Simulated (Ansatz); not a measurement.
CH6B− ([BMeH3]-): methods side by side

CH6B−: 8 atoms, total charge -1, spin state singlet. SMILES: `[H][B-]([H])([H])C`. The shape is that of a GFN2-xTB optimisation.

```xyz
8

B    -0.0021    0.0030   -0.8203
C     0.0022   -0.0029    0.8288
H    -1.0102    0.0419    1.2453
H     0.5502    0.8499    1.2449
H     0.4697   -0.9054    1.2389
H     1.1515   -0.0352   -1.2491
H    -0.5462    1.0242   -1.2403
H    -0.6150   -0.9757   -1.2483
```

Quantity: the energy change with the C2–H4 bond stretched from 1.096 to 1.370 Å, in eV. The values are calculated.

```csv
level,kind,program,value (eV),less FCI/STO-3G,CPU time (all runs)
PBE/STO-3G (restricted),GGA,Ansatz,0.80,+0.02,1.9 s
r2SCAN/STO-3G (restricted),meta-GGA,Ansatz,0.88,+0.10,4 s
CAM-B3LYP/STO-3G (restricted),range-separated hybrid,Ansatz,0.93,+0.15,2.3 s
HSE06/STO-3G (restricted),range-separated hybrid,Ansatz,0.93,+0.15,2.4 s
wB97X/STO-3G (restricted),range-separated hybrid,Ansatz,0.94,+0.16,8.9 s
CCSD(T)/STO-3G (restricted),coupled cluster or CI,Ansatz,0.79,+0.01,0.22 s
CCSDT/STO-3G (restricted),coupled cluster or CI,Ansatz,0.79,+0.01,0.47 s
CCSDTQ/STO-3G (restricted),coupled cluster or CI,Ansatz,0.78,0.00,9.7 s
FCI/STO-3G,exact in the basis,Ansatz,0.78,0.00,1.8 min
```

FCI/STO-3G is exact within its basis and frozen core, so for wave-function methods in that basis the difference is their error; functionals converge differently with the basis, so for them it is only a difference. Sets without diffuse functions describe the anion poorly. The first shape isn't each level's own minimum. The values span 0.78 to 0.94 eV. All rows use very small basis sets, so even the best lies far from the true value. CPU times are rough (shared hosts, several kinds of processor): they show what a rung costs within a factor of a few.

Stretching the C–H bond by this amount leaves the anion within reach of a single-reference description. CCSD(T) and CCSDT both give 0.79 eV, and adding quadruples reproduces the FCI value of 0.78 eV. The σ–σ* separation shrinks as the bond lengthens, which strengthens left–right correlation, but the closed-shell determinant probably still dominates.

Among the functionals, PBE gives the softest bond and the three hybrids the stiffest. Exact exchange in a restricted determinant tends to penalise stretching, whereas semilocal exchange partly mimics left–right correlation. This can't be the whole explanation, since r2SCAN contains no exact exchange yet lies well above PBE. The hybrids agree closely although HSE06 screens out long-range exact exchange and the other two retain it, which suggests that the long-range part matters little for so local a distortion, even in an anion.

A single displacement mixes harmonic and anharmonic contributions, so the ordering need not carry over to C–H stretching frequencies or dissociation energies.
